\subsection*{On the state equation}

The thermistor is a first-order memristive system in the sense of Chua and Kang (1976). The port relation is ohmic, with a resistance set by one state variable, the temperature $T$ of the body:
\begin{equation}
v = R(T)\,i,\qquad C_{\rm th}\,\frac{dT}{dt} = i^2R(T) - Q(T).
\label{eq:state}
\end{equation}
Here $v$ and $i$ follow the passive sign convention, $Q$ is the heat flow from the body to surroundings at $T_0$, and $\theta = T-T_0$. The usual result sets $Q=\theta/R_{\rm th}$ with a constant $R_{\rm th}$. That is the assumption examined here. It enters twice, in two different roles. The operating point $i^2R=Q$ needs the value of $Q$, that is the secant conductance $G_s=Q/\theta$. The linearisation needs the slope $Q'=dQ/dT$. Only for linear cooling are the two the same number $1/R_{\rm th}$. Their ratio is the local exponent of the cooling law,
\begin{equation}
n(T)=\frac{Q'}{G_s}=\frac{d\ln Q}{d\ln\theta},
\label{eq:n}
\end{equation}
and every correction below is a function of $n-1$.

\subsection*{On the linearisation}

Let small signals vary as $e^{st}$ and write $R'=dR/dT$. Equation~\eqref{eq:state} gives
\begin{equation}
\delta v = R\,\delta i + iR'\,\delta T,\qquad
\left(sC_{\rm th}+Q'-i^2R'\right)\delta T = 2iR\,\delta i .
\end{equation}
A temperature dependence of $C_{\rm th}$ leaves no trace beyond its value at the operating point, because $dC_{\rm th}/dT$ multiplies $dT/dt$, which vanishes there. Eliminating $\delta T$,
\begin{equation}
Z(s)=R+\frac{2i^2RR'}{sC_{\rm th}+Q'-i^2R'}=R\,\frac{s+z}{s+p},\qquad
z=\frac{Q'+i^2R'}{C_{\rm th}},\quad p=\frac{Q'-i^2R'}{C_{\rm th}} .
\label{eq:Z}
\end{equation}
The one-zero, one-pole form survives any cooling law that depends on the instantaneous $T$ alone, with $1/R_{\rm th}$ read as the slope. For $R\propto\exp(E_a/kT)$ one has $R'=-RE_a/kT^2$, and the steady state turns $i^2R'$ into $-G_s\theta E_a/kT^2$, where the secant appears. With
\begin{equation}
u=\frac{\theta E_a}{kT^2}
\end{equation}
the rates are
\begin{equation}
z=\frac{G_s}{C_{\rm th}}\,(n-u),\qquad p=\frac{G_s}{C_{\rm th}}\,(n+u),\qquad
Z(0)=R\,\frac{n-u}{n+u}.
\label{eq:zp}
\end{equation}
The textbook case is $n=1$. Compared with a linear model that passes through the same $i$, $v$ and $T$, zero and pole move by the same amount $(n-1)G_s/C_{\rm th}$, while $p-z$ stays fixed. Also $(p+z)/(p-z)=n/u$, so a fitted impedance spectrum yields $n$ once $T$ is read from $R$.

The static curve confirms $Z(0)$ without any dynamics. From $v^2=QR$ and $i^2=Q/R$ follow $2\,d\ln v/d\ln\theta=n-u$ and $2\,d\ln i/d\ln\theta=n+u$. The current rises monotonically with $T$, which is the statement $p>0$, so a current source fixes a unique operating point and the negative differential resistance (NDR) is of the current-controlled kind.

\subsection*{On the onset of NDR}

The onset is the voltage maximum, $z=0$ or $u=n$:
\begin{equation}
\theta = n(T)\,\frac{kT^2}{E_a}.
\label{eq:onset}
\end{equation}
For $n=1$ this is a quadratic in $T$ with lower root
\begin{equation}
T_1=\frac{E_a}{2k}\,(1-\Delta),\qquad \Delta=\sqrt{1-4kT_0/E_a},
\end{equation}
real and simple for $E_a>4kT_0$, and independent of $R_{\rm th}$. The shift of the onset is therefore free of any choice of how the linear model is matched. Put $\theta=\theta_1+\delta\theta$ with $\theta_1=T_1-T_0$ and keep terms of first order in $n-1$. The left side of Eq.~\eqref{eq:onset} changes by $\delta\theta$. The right side changes by $(n-1)\theta_1+2(kT_1/E_a)\,\delta\theta$, and the variation of $n$ over $\delta\theta$ is of second order. Since $1-2kT_1/E_a=\Delta$,
\begin{equation}
\delta\theta=\frac{(n_1-1)\,\theta_1}{\Delta},\qquad n_1=n(T_1).
\label{eq:shift}
\end{equation}
Cooling that grows faster than linearly delays the onset. The factor $1/\Delta$ has a plain origin: as the onset moves up, the logarithmic slope $E_a/kT^2$ weakens, which moves it up further.

Current and voltage at the peak respond very differently. At $T_1$ one has $n+u\simeq2$, so $\delta\ln i\simeq\delta\theta/\theta_1$, a first-order change. The slope $d\ln v/d\ln\theta$ falls nearly linearly from $(n_1-1)/2$ at $T_1$ to zero at the new peak, so
\begin{equation}
\delta\ln v\simeq\frac{(n_1-1)}{4}\,\frac{\delta\theta}{\theta_1},
\label{eq:dv}
\end{equation}
which is of second order. Here $\delta\ln v$ and $\delta\ln i$ are counted from the point of the true static curve at $T_1$, which is the peak of the linear model with $1/R_{\rm th}=G_s(T_1)$. A linear model matched in this way reproduces the peak voltage and misplaces the peak along the current axis.

\subsection*{On where $n-1$ comes from}

For parallel heat paths $Q=\sum_jQ_j$, Eq.~\eqref{eq:n} becomes a weighted mean,
\begin{equation}
n-1=\sum_j f_j\,(n_j-1),\qquad f_j=Q_j/Q .
\label{eq:mean}
\end{equation}
Take a spherical bead of radius $a$ in still air and $x=\theta/T_0$.

\emph{Leads.} Short metal leads held at $T_0$ at the far end have a nearly constant conductivity. They are modelled as $Q_l=G_l\theta$ with $n_l=1$.

\emph{Conduction in air.} In steady radial conduction $Q_a=-4\pi r^2\kappa(T)\,dT/dr$ is independent of $r$. Separating variables and integrating from $a$ to infinity gives $Q_a=4\pi a\int_{T_0}^{T}\kappa\,dT'$. For $\kappa=\kappa_0(T/T_0)^m$,
\begin{equation}
Q_a=\frac{G_aT_0}{1+m}\left[(1+x)^{1+m}-1\right],\qquad G_a=4\pi a\kappa_0,\qquad n_a=1+\frac{m x}{2}+O(x^2).
\end{equation}

\emph{Radiation.} For a grey surface of emissivity $\varepsilon$ in large surroundings at $T_0$,
\begin{equation}
Q_r=\frac{G_rT_0}{4}\left[(1+x)^4-1\right],\qquad G_r=16\pi a^2\varepsilon\sigma T_0^3,\qquad n_r=1+\frac{3x}{2}+O(x^2).
\end{equation}

\emph{Buoyant convection.} This path has no closed derivation at the Rayleigh numbers of a bead. An approximate empirical correlation for spheres in air at ${\rm Ra}\gtrsim1$ serves as input: ${\rm Nu}\approx2+0.43\,{\rm Ra}^{1/4}$, with ${\rm Ra}=g\theta D^3/(T_0\nu\alpha)$ and $D=2a$, where $\nu$ and $\alpha$ are the kinematic viscosity and thermal diffusivity of air. The heat flow is $\pi D\kappa\,{\rm Nu}\,\theta$. The term $2$ reproduces $G_a\theta$ and is already counted in $Q_a$. The remainder, with air properties frozen at $T_0$, is
\begin{equation}
Q_c=\tfrac{0.43}{2}\,G_a\,{\rm Ra}^{1/4}\,\theta=\gamma\,\theta^{5/4},\qquad n_c=\tfrac54 .
\end{equation}
This term is not analytic in $\theta$, so a correction written as $Q=G\theta(1+b\theta)$ would miss it. The exponent $n$ handles all four paths alike.

\subsection*{On the condition $E_a>4kT_0$}

NDR exists if $u>n$ somewhere, that is if $E_a$ exceeds the minimum over $T$ of $n\,kT^2/\theta$. For a pure power law $Q\propto\theta^n$ the minimum lies at $T=2T_0$ and the condition is $E_a>4nkT_0$. The marginal case sits at $x\approx1$, where the expansions of $n_a$ and $n_r$ in $x$ fail, so this condition has to be treated without them. For pure radiation $nT^2/\theta=4T^5/(T^4-T_0^4)$. Its derivative vanishes at $T^4=5T_0^4$, and
\begin{equation}
E_a>5^{5/4}\,kT_0\approx7.48\,kT_0 .
\end{equation}
At that temperature, $448.6$~K for $T_0=300$~K, the exponents are $n_r=1.656$, $n_c=1.25$, $n_l=1$, and $n_a=1.157$ for $m=0.8$. A weighted mean cannot exceed its largest member, so $E_a>5^{5/4}kT_0$ is sufficient for any mixture of the four paths as modelled here. With $kT_0=0.02585$~eV the linear condition reads $0.103$~eV and the radiative one $0.193$~eV. The true condition of a bead with all $n_j\ge1$ lies between them.

\subsection*{On the parallel capacitor}

With an ideal current source the small-signal modes obey $sC+1/Z(s)=0$, or
\begin{equation}
RC\,s^2+(1+RCz)\,s+p=0 .
\end{equation}
Since $p>0$ the product of the roots is positive, and both roots cross into the right half plane together when $1+RCz$ turns negative. This needs $z<0$ and $C>C_c=1/(R|z|)$, and at the crossing $\omega_c^2=p/(RC_c)=p|z|$. With Eq.~\eqref{eq:zp},
\begin{equation}
C_c=\frac{C_{\rm th}}{RG_s\,(u-n)},\qquad \omega_c=\frac{G_s}{C_{\rm th}}\sqrt{u^2-n^2}.
\label{eq:Cc}
\end{equation}
Relative to the linear model through the same operating point, marked by a superscript $(0)$,
\begin{equation}
\frac{C_c}{C_c^{(0)}}=\frac{u-1}{u-n}\simeq1+\frac{n-1}{u-1},\qquad
\frac{\omega_c}{\omega_c^{(0)}}\simeq1-\frac{n-1}{u^2-1}.
\label{eq:ratio}
\end{equation}
The small parameter is $(n-1)/(u-1)$ and it is not small near the onset. For $1<u<n$ the linear model predicts a finite threshold where no capacitance destabilises the cell.

Linear instability does imply a sustained oscillation here. The full system is $C\,dv/dt=I-v/R$ and $C_{\rm th}\,dT/dt=v^2/R-Q$. Trajectories with $T\ge T_0$ and $v\ge0$ stay so. The voltage falls whenever $v>IR(T_0)$, so it is bounded. The heating is then bounded because the Arrhenius resistance has a positive lower limit, while $Q$ grows without bound, so $T$ is bounded as well. A bounded planar flow whose only fixed point is an unstable node or focus has a periodic orbit by the Poincar\'e--Bendixson theorem. Whether the amplitude grows from zero at $C_c$ depends on higher derivatives, $Q''$ and $Q'''$ among them, and is not settled by Eq.~\eqref{eq:Z}.

\subsection*{On the size for a Mn--Ni--Co oxide bead}

The inputs are typical or approximate values and describe no particular part: $T_0=300$~K, $E_a=0.30$~eV, $R(T_0)=10$~k$\Omega$, $a=5\times10^5$~nm (0.5~mm), $\varepsilon=0.9$ for a coated surface, $G_l=0.10$~mW/K, volumetric heat capacity $3\times10^6$~J\,m$^{-3}$K$^{-1}$, and for air $\kappa_0=0.026$~W\,m$^{-1}$K$^{-1}$, $m=0.8$, $\nu=1.6\times10^{-5}$ and $\alpha=2.2\times10^{-5}$~m$^2$/s, with $g=9.81$~m/s$^2$. The radius is far above the mean free path in air, roughly 70~nm, and about ten times the thermal photon length $hc/kT_0=4.8\times10^4$~nm, so continuum conduction and the Stefan--Boltzmann law apply.

Then $E_a/k=3481$~K and $E_a/kT_0=11.60$, above $7.48$, so the existence of NDR is not in question. The linear onset is $T_1=331.6$~K, $\theta_1=31.6$~K, with $\Delta=0.8095$ and $1/\Delta=1.235$. The second root, $3150$~K, is far outside the range of the model. The coefficients are $G_a=0.163$~mW/K, $G_r=0.0173$~mW/K, $\gamma=0.0194$~mW/K$^{5/4}$ and $C_{\rm th}=1.57$~mJ/K, and ${\rm Ra}=2.9$ at $\theta_1$. At $T_1$ the total flow is $Q=10.6$~mW, with $G_s=0.336$~mW/K and $Q'=0.358$~mW/K. It divides as follows.

\begin{center}
\begin{tabular}{lccc}
path & $f_j$ & $n_j$ & $f_j(n_j-1)$\\ \hline
leads & 0.297 & 1 & 0\\
air conduction & 0.506 & 1.040 & 0.0202\\
convection & 0.137 & 1.25 & 0.0342\\
radiation & 0.060 & 1.155 & 0.0093
\end{tabular}
\end{center}

The sum, taken before rounding, is $n_1-1=0.0636$. The leading terms $mx/2=0.042$ and $3x/2=0.158$ are close to the full $n_a-1$ and $n_r-1$. Radiation, the nonlinearity that comes to mind first, is the smallest of the three for a bead of this size, since $G_r/G_a$ scales as $a$.

Equation~\eqref{eq:shift} gives $\delta\theta=2.5$~K, or $7.9\,\%$ of $\theta_1$. Solving Eq.~\eqref{eq:onset} with the full $n(T)$ gives $\theta=34.2$~K, a shift of $2.6$~K, with $n=1.067$ there. The current at the peak moves from $1.79$ to $1.95$~mA, by $8.8\,\%$. The peak voltage moves from $5.93$ to $5.94$~V. The relative change is $1.29\times10^{-3}$, and Eq.~\eqref{eq:dv} estimates $1.25\times10^{-3}$. In vacuum only leads and radiation remain, $n_1-1=0.026$, and the first-order shift drops to $1.0$~K.

The threshold follows from Eq.~\eqref{eq:Cc}, with the linear model matched to $G_s$ at each operating point.

\begin{center}
\begin{tabular}{ccccccccc}
$\theta$ (K) & $u$ & $n$ & $R$ (k$\Omega$) & $C_c^{(0)}$ (mF) & $C_c$ (mF) & ratio & $\omega_c^{(0)}$ (s$^{-1}$) & $\omega_c$ (s$^{-1}$)\\ \hline
40 & 1.205 & 1.073 & 2.55 & 8.8 & 13.6 & 1.55 & 0.146 & 0.119\\
60 & 1.612 & 1.093 & 1.45 & 5.0 & 5.9 & 1.18 & 0.284 & 0.267\\
100 & 2.176 & 1.132 & 0.550 & 6.5 & 7.3 & 1.13 & 0.460 & 0.443
\end{tabular}
\end{center}

At $\theta=60$~K the bias is $3.83$~mA at $5.54$~V with $G_s=0.353$~mW/K. The zero moves from $-0.138$ to $-0.117$~s$^{-1}$, the pole from $0.588$ to $0.609$~s$^{-1}$, and $Z(0)$ from $-339$ to $-277~\Omega$. The first-order term of Eq.~\eqref{eq:ratio} is $0.15$ against the full $0.18$. At $\theta=40$~K it is $0.36$ against $0.55$, so the unexpanded ratio has to be used there. A departure from linear cooling of about seven to thirteen percent in $n$ thus changes the threshold capacitance by an eighth to more than a half over this range.

\subsection*{On the terms left out}

Several neglected effects act on the same quantities, and their sizes limit the result to two figures at most.

\emph{Leads that shed heat to the air.} For a long wire of conductivity $\kappa_w$, section $A$, perimeter $P$ and surface loss $q(\theta)$ per area, $\kappa_wA\,d^2\theta/dy^2=Pq$. Multiplying by $d\theta/dy$ and integrating along the wire gives $Q_l=[2\kappa_wAP\int_0^\theta q\,d\theta']^{1/2}$, so $q\propto\theta^{n'}$ yields $n_l=(n'+1)/2$. An assumed $n'=1.1$ at the same share $f_l$ adds $0.015$ to $n_1-1$, close to a quarter of the total and in the same direction.

\emph{Air properties in the convective term.} Evaluate them at the film temperature $T_f=T_0+\theta/2$, with $\nu$ and $\alpha$ both approximately $\propto T_f^{1.8}$ and the expansion coefficient $\propto1/T_f$. Then $\kappa\,{\rm Ra}^{1/4}$ carries the power $0.8-4.6/4=-0.35$ of $T_f$, and $n_c$ falls by $0.35\,\theta/(2T_0+\theta)$. Weighted with $f_c$ this lowers $n$ by $0.002$ at $\theta_1$ and by $0.008$ at $\theta=100$~K. The coefficient $0.43$ is itself approximate, and convection supplies more than half of $n_1-1$, so this input carries much of the uncertainty.

\emph{The Arrhenius form.} Conduction in these spinels is commonly described as small-polaron hopping between Mn$^{3+}$ and Mn$^{4+}$ on octahedral sites, which in the adiabatic limit at fixed carrier density gives $R\propto T\exp(E_h/kT)$. The slope is $-d\ln R/dT=(E_h-kT)/kT^2$. Matching it to $E_a/kT_0^2$ at $T_0$ fixes $E_h=E_a+kT_0$, and the slope energy at $T$ is $E_a-k\theta$. In Eq.~\eqref{eq:onset} this acts as an added $k\theta_1/E_a=0.009$ in $n_1-1$, a shift of $0.35$~K. In general a drift $\delta E$ of the slope energy between $T_0$ and $T_1$ acts as $-\delta E/E_a$, and for a given part its sign and size have to come from the $R(T)$ table of that part.

\emph{Gradients inside the bead.} For uniform heating and isotropic loss the excess over the surface temperature is $3Q(a^2-r^2)/(24\pi a^3\kappa_s)$, with volume mean $Q/(20\pi a\kappa_s)$. An approximate $\kappa_s=3$~W\,m$^{-1}$K$^{-1}$ gives $10.6$~K/W, or $0.11$~K at $T_1$, which is $0.0036$ of $1/G_s$. It is a linear resistance in series and only dilutes $n-1$ by that fraction. The slowest non-uniform radial mode of a weakly cooled sphere has wave number $4.493/a$, the first positive root of $\tan\xi=\xi$, and relaxes in $0.012$~s, so one state variable describes the solid well at $\omega_c$.

\emph{Memory of the air.} Equation~\eqref{eq:state} takes $Q$ to follow $T$ at once. In unbounded still air the perturbation is $\delta T\,(a/r)\,e^{-\lambda(r-a)}$ with $\lambda=\sqrt{s/\alpha}$, and the conductance becomes $G_a(1+\lambda a)$. At $\theta=60$~K and $s=j\omega_c$, with $j^2=-1$, $|\lambda a|=0.055$. The real part adds $G_a|\lambda a|/\sqrt2=0.0064$~mW/K to $Q'$, which is $0.19$ of $(n-1)G_s=0.033$~mW/K and raises $C_c$ further. The estimate is on the high side. The diffusion length $1/|\lambda|$ is $18\,a$, whereas the convective enhancement at this $\theta$, a factor $1.33$ on $G_a$, equals that of a sink at radius $L$ with $1/(1-a/L)=1.33$, or $L=4.0\,a$, so the flow removes the heat before it has spread that far. The term vanishes at $s=0$ and leaves the onset untouched.

For this bead in still air the onset lies two to three kelvin above the linear value and the current at the peak is nearly a tenth higher. The peak voltage is unchanged at the percent level, and the threshold capacitance at $\theta=60$~K is about a fifth larger than $1/(R|z|)$ computed with a secant $R_{\rm th}$.